Silicon in these seven molecules holds a hydroxyl group, a fluorine and a chlorine, while its fourth partner changes. In the labels the star marks the bond to silicon, and hydrogens are understood: \*B is BH₂, \*C is CH₃, \*N is NH₂ and \*O is OH. HOMO is the energy of the highest filled orbital, LUMO that of the lowest empty one, and the gap is the distance between them. Electronegativity measures how strongly an atom pulls on the electrons of its bonds.

Gas-phase molecules *[Si](O)(F)Cl (SMILES) with the group * varied; the marked atom is the Si that carries it. Orbital energies are from Ansatz 0.2.0 single-point calculations with PBE-D4/def2-TZVPP at PBE0-D4/def2-TZVP geometries, which also give the bond lengths. Electronegativities are Pauling's tabulated values.

```csv
group *,formula,binding atom,its electronegativity,bond from the marked atom to the group (Å),HOMO (eV),LUMO (eV),gap (eV)
*B,BClFH3OSi,B,2.040,1.993,-7.53,-3.84,3.69
*C,CH4ClFOSi,C,2.550,1.833,-7.74,-0.22,7.52
*Br,BrClFHOSi,Br,2.960,2.176,-7.66,-1.09,6.58
*N,ClFH3NOSi,N,3.040,1.687,-6.79,-0.43,6.37
*Cl,Cl2FHOSi,Cl,3.160,2.027,-8.12,-0.81,7.31
*O,ClFH2O2Si,O,3.440,1.620,-7.91,-0.66,7.25
*O[SiH3],ClFH4O2Si2,O,3.440,1.605,-7.85,-1.06,6.80
```

### (a) The BH₂ group leaves about half of the gap found with CH₃. Which level is responsible, and why is it there?

**Solution.** The methyl row is a useful limiting case. Carbon in CH₃ uses all its valence electrons and all its valence orbitals in four bonds. It therefore has no lone pair, which would be a filled orbital at fairly high energy, and no vacant valence orbital, which would be an empty one at low energy. Its gap of 7.52 eV is the widest in the table, and it shows roughly what the rest of the molecule allows when the group adds nothing in between.

Now replace CH₃ by BH₂. The HOMO rises by only 0.21 eV, but the LUMO drops by 3.62 eV. About 95 % of the lost gap thus comes from the empty side. Whatever boron does, it does by offering a place for electrons, and hardly by loosening those already present.

The chemistry of boron says what that place is. Boron has three valence electrons and forms three bonds here, which lie almost in one plane. One of its four valence orbitals, the p orbital perpendicular to that plane, is left without electrons. It takes little part in any bond, and this is why it lies low. The empty orbitals of the other groups are mostly antibonding: each is the upper partner of a filled bonding orbital and has been pushed up in energy by the formation of the bond. Boron's p orbital has been spared most of that push.

If this picture is right, boron has added one low level to an otherwise ordinary molecule. That can be tried with a simple estimate: pass over the LUMO and measure the gap to the next empty level, which the same calculation puts at −0.33 eV.

Gap without the lowest empty level = −0.33 eV − (−7.53 eV) = 7.20 eV

This is close to the methyl value and lies within the range of the other six gaps, whereas the actual gap of the boron row is 3.69 eV. A single level accounts for the collapse.

The same step in the other rows serves as a control. There the second empty level lies only 0.76 to 0.93 eV above the LUMO, against 3.51 eV with boron. A lone, deep empty level is thus peculiar to the boron row. The estimate uses that row's own levels, so it identifies the culprit but does not predict how deep the p orbital should lie. That the level is boron's p orbital is an argument from bonding and shape, since the energies alone do not reveal where an orbital sits.

For practical use, the low LUMO matters more than the small gap. It marks a molecule that readily accepts an electron pair, which is the familiar behaviour of three-coordinate boron as a Lewis acid. The gap itself should not be read as the energy of absorbed light, nor as the difference between ionisation energy and electron affinity. It is a distance between orbital energies in one density functional, and such distances are best compared along a series.

### (b) The NH₂ group also narrows the gap, by 1.15 eV relative to CH₃. Is this a weaker version of the boron effect?

**Solution.** It is the opposite effect. With NH₂ the HOMO rises by 0.95 eV and the LUMO falls by only 0.21 eV, so about 82 % of the narrowing comes from the filled side. Boron brings an empty orbital into the gap from above, while nitrogen brings a filled one into it from below.

The electron count again gives the reason. Nitrogen has five valence electrons and needs only three of them for its three bonds. The other two form a lone pair, held by one nucleus instead of being shared between two. A bonding pair is lowered in energy by the attraction of both nuclei, and a lone pair misses most of that lowering, so it tends to lie higher. This makes nitrogen's lone pair the natural candidate for the HOMO of this molecule.

Oxygen and chlorine have lone pairs too, and every molecule in the table contains both atoms. The group's lone pair matters for the gap only if it lies above those already there. In the methyl row the top of the filled levels probably belongs to chlorine. A chlorine atom with one bond has two lone pairs at right angles to that bond, with nearly equal energies. The calculation does find two filled levels only 0.14 eV apart at the top, with the next one 0.58 eV further down. This pattern fits chlorine well, although other orbitals could produce it.

Nitrogen's lone pair would then be one that rises above this existing top, whereas oxygen's does not stand out, because nitrogen holds its electrons less tightly than oxygen does. The oxygen nucleus has one more proton, and electrons in the same shell screen it only in part. The table agrees with this: the HOMO with NH₂ lies 1.12 eV above that with OH.

This also explains an irregularity. Along CH₃, NH₂ and OH the electronegativity grows steadily, yet the HOMO first rises and then falls. Two things change along the way. From carbon to nitrogen a lone pair appears, which lifts the HOMO. From nitrogen to oxygen the lone pair remains but is held more tightly, so it sinks back among the levels that the molecule has anyway.

The two narrowest gaps therefore belong to molecules of opposite character. The boron compound has a conspicuous place for an electron pair, and the nitrogen compound has a conspicuous pair to give. Someone who sorted these molecules by gap alone would put the two side by side and lose the distinction between acceptor and donor.

### (c) Why does electronegativity fail to order the gaps, and what decides the gaps of the remaining rows?

**Solution.** The failure is easy to see in one pair. Nitrogen and chlorine have nearly the same electronegativity, 3.04 and 3.16, but the gaps of their rows are 6.37 and 7.31 eV. Over the whole table, the rank correlation between electronegativity and gap is about 0.3, on a scale where 1 means the same order and −1 the reverse. Without boron it is about −0.1. For so few rows, neither value points to a useful rule.

The reason lies in what a gap is. A group that draws electrons away leaves the rest of the molecule more positive, and this lowers the energy of the orbitals there, whether they are filled or empty. Imagine the limiting case in which all levels sink by the same amount: HOMO and LUMO both change, and the gap stays as it was. Insofar as electronegativity acts through such a common shift, its effect cancels in the difference.

The chlorine row comes near that limit. Relative to CH₃ the HOMO sinks by 0.38 eV and the LUMO by 0.59 eV, so the gap shrinks by only 0.21 eV. The hydroxyl row follows less closely: its HOMO sinks by 0.17 eV and its LUMO by 0.44 eV, a loss of 0.27 eV. There is a simple reason why these two groups change the gap so little: silicon already carries a chlorine and a hydroxyl group. A second copy brings no new kind of orbital. What remains is the pull on the electrons, together with some mixing between the like groups. The size of the shift does not follow from the binding atom's electronegativity alone: OH lowers both levels less than Cl, although oxygen is the more electronegative atom.

Bromine does bring something new. Compared with the chlorine row, its HOMO is 0.46 eV higher and its LUMO 0.28 eV lower, so the gap closes from both sides. Bromine's lone pairs belong to a larger shell, farther from the nucleus, and are held less tightly. Its bond to silicon is also longer and weaker, so the antibonding partner is pushed up less and stays lower. The calculation leaves out relativistic effects for bromine, including spin–orbit coupling, which would shift its lone-pair levels by a few tenths of an electronvolt at most. The direction of the difference is therefore more trustworthy than its exact size.

The last row is the most awkward for any rule based on the binding atom. OSiH₃ and OH both bind through oxygen, with the same electronegativity, and their HOMOs differ by only 0.06 eV. Yet the LUMO with OSiH₃ is 0.40 eV lower. A plausible cause is the second silicon atom, whose bonds add antibonding orbitals that can mix with those of the first and lower the lowest of them. This is a guess, because the two molecules also differ in shape, and empty levels this close to zero depend on the basis set.

Set against CH₃, the other rows thus fall into three kinds. With NH₂ the gap closes mainly from below, through a raised HOMO. With BH₂, Br and OSiH₃ it closes from above: the LUMO drops by 3.62, 0.87 and 0.84 eV, while the HOMO moves by 0.21 eV at most. Only boron has a vacant valence orbital to account for this. For the other two, low antibonding levels are the likely cause, and the effect is much smaller. With Cl and OH both levels sink, and the gap changes little.

This grouping does not explain the smallest differences between gaps. The chlorine and hydroxyl rows, for instance, are only 0.06 eV apart, and a different basis set or a rotated hydroxyl group could well reverse their order.
